An effective mass measures how strongly a band curves at its extremum: the sharper the curve, the lighter the carrier and the more readily it responds to an electric field. The masses here, in units of the free-electron mass, come from density-functional bands of one ordered Ge₂Sb₂Te₅ crystal without spin-orbit coupling. Each valley is a local band extremum with three principal masses, of which the table lists the lightest and the heaviest. The distance from edge is the energy between a valley and the best extremum of its own band edge.

Ansatz 0.2.0, scalar-relativistic DFT with the PBE functional, plane waves and PAW, for Ge₂Sb₂Te₅ (P-3m1, 9 atoms) in the geometry as given, not relaxed. The cutoff is 420 eV, with a 12×12×4 k mesh for the density and 30×30×6 for the bands. Hole masses are counted as positive, and no principal masses are given where bands are degenerate.

```
row  valley distance from edge (eV)  valley edge  valley place  valley bands meeting  valley lightest mass (m_e)  valley heaviest mass (m_e)
  1                           0.000      valence         Gamma                     1                       0.030                       0.292
  2                           0.215      valence  Gamma-M line                     1                       0.053                       1.570
  3                           0.000   conduction  K-Gamma line                     1                       0.042                       0.305
  4                           0.007   conduction           n/a                     1                       0.060                       0.215
  5                           0.047   conduction         Gamma                     2                         n/a                         n/a
  6                           0.116   conduction             L                     1                       0.068                       1.748
```

All the lightest masses listed lie below a tenth of the free-electron mass, and the smallest, 0.030, belongs to the top of the valence band at Gamma. Such light carriers arise when a filled and an empty band face each other across a small gap at the same wave vector. This vertical gap, called E here, is the quantity from which a mass can be guessed by hand.

The reasoning is that of k·p perturbation theory. A small step k away from the extremum mixes the two bands by an amount proportional to k, and mixed levels repel each other by the square of that amount divided by E. The repulsion therefore grows as k², just as the kinetic energy of a free electron does, and it adds to the curvature of the upper band while bending the lower one downwards. With m the mass and C an energy that collects the strength of the mixing, this gives

1/m = C/E + 1 for electrons
1/m = C/E − 1 for holes

When C is much larger than E, both reduce to m ≈ E/C: half the gap means half the mass.

The constant was set on a single row, the valence top at Gamma. The conduction valley at Gamma lies 0.047 eV above the conduction edge, and the band gap is 0.232 eV, so E is 0.279 eV. The hole formula then gives

C = 0.279 eV × (1/0.030 + 1) ≈ 9.6 eV

The first worked case is that same conduction valley, where two bands meet. The rule gives 0.028, and the lighter of the two bands has a computed in-plane mass of 0.026. The agreement is what one expects if electron and hole at Gamma owe their lightness mainly to each other. It tests only this mutual mixing, not the dependence on the gap: with C set on the hole, the rule makes 1/m of the electron larger by 2 whatever E is. The closeness should not be read too finely either, since the two heavy in-plane masses of this pair, 0.204 and 0.227, should be equal by symmetry and differ by 11%.

The conduction valley at L is a harder test, since its gap is about three times as wide. It lies 0.116 eV above the conduction edge, and the highest valence level at L lies 0.555 eV below the valence top:

E = 0.232 + 0.116 + 0.555 = 0.903 eV
m = 1/(9.6/0.903 + 1) ≈ 0.086

The computed mass is 0.068, so the estimate is 27% too heavy. The rule predicts the right direction and rough size of the change but exaggerates it. Stronger mixing at L or help from deeper filled bands would both explain the excess; the numbers do not decide between them. This is the only row that tests the dependence on a known vertical gap, and it assumes that the highest valence level at L is the one that mixes.

The rule can fail badly when the distance from edge is used as a shortcut to the vertical gap. Band gap plus distance gives only the smallest value that E can have, because the opposite band may have moved far away at that wave vector. For the conduction valleys on the K-Gamma line and at the unnamed point, this shortcut gives masses 44% and 59% below the computed ones. The true vertical gaps at these points are not at hand, so whether the rule would hold with them is untested. A flat guess of 0.05 does better there, and it stays within a factor of about 1.7 for every lightest mass listed, though it was read off these same masses. For the light conduction branch at Gamma, which the table leaves out, it is nearly twice too heavy. The output after this text compares both guesses row by row.

The rule also holds only for directions in which the two bands mix. At Gamma the valence top is a single band and the conduction valley a pair, and symmetry forbids such partners to mix through motion across the layers. Within the layers it lets them mix if their parities are opposite, which is assumed here and suggested by the light masses. This argument fits the hole at Gamma, which is about ten times heavier across the layers than within them. Heavy masses depend on other bands as well, and this single gap cannot supply them.

Since m follows E, an error in the gap passes almost in full into the light mass. The functional used here makes gaps too small, which by itself makes these masses too light. Spin-orbit coupling, strong in Sb and Te, is expected to narrow the gap and so to make the carriers lighter. Leaving it out, as here, therefore errs the other way and by itself makes these masses too heavy. The coupling could also split the pair at Gamma and reorder conduction valleys that lie so close in energy. Even without it, the two lowest conduction valleys differ by only 0.007 eV, so which of them is the true edge is not settled. Both lie away from Gamma, which makes the computed gap indirect, but the direct gap at Gamma is only 0.047 eV wider, so the kind of gap in the real crystal is not settled by these calculations either.

For a quick estimate in this crystal, take the vertical gap in eV and divide by ten. That gives 0.028 at Gamma and 0.09 at L, the latter a third above the computed value. If only the distance from edge is known, 0.05 is the safer guess for valleys away from Gamma.

Printed output of the fit:

```
vertical gap at Gamma, rows 1 and 5 (eV): 0.279
vertical gap at L, row 6 (eV): 0.903
coupling energy C set on row 1 (eV): 9.579
C that the light branch of row 5 would need (eV): 10.45
C that row 6 would need (eV): 12.38
light mass of row 5 by the rule (m_e): 0.0283
its error against the computed light branch (%): 8.853
light mass of row 6 by the rule (m_e): 0.08615
its error against the computed mass (%): 26.69
gap over ten at Gamma (m_e): 0.0279
gap over ten at L (m_e): 0.0903
error of gap over ten at L (%): 32.79
spread of the two heavy in-plane masses of row 5 (%): 11.27
flat typical light mass, geometric mean of the table (m_e): 0.04865
rule over the table (gap is a lower bound in rows 2 to 4):
  row  gap used eV  rule m_e  computed m_e  rule error %  flat error %
    1        0.279      0.03          0.03             0         62.16
    2        0.447   0.04895         0.053        -7.644        -8.212
    3        0.232   0.02365         0.042         -43.7         15.83
    4        0.239   0.02434          0.06        -59.43        -18.92
    5        0.279    0.0283           n/a           n/a           n/a
    6        0.903   0.08615         0.068         26.69        -28.46
what the rule would need, and anisotropy:
  row  gap needed eV  heaviest over lightest
    1          0.279                   9.733
    2         0.4821                   29.62
    3           0.42                   7.262
    4         0.6114                   3.583
    6         0.6989                   25.71
```
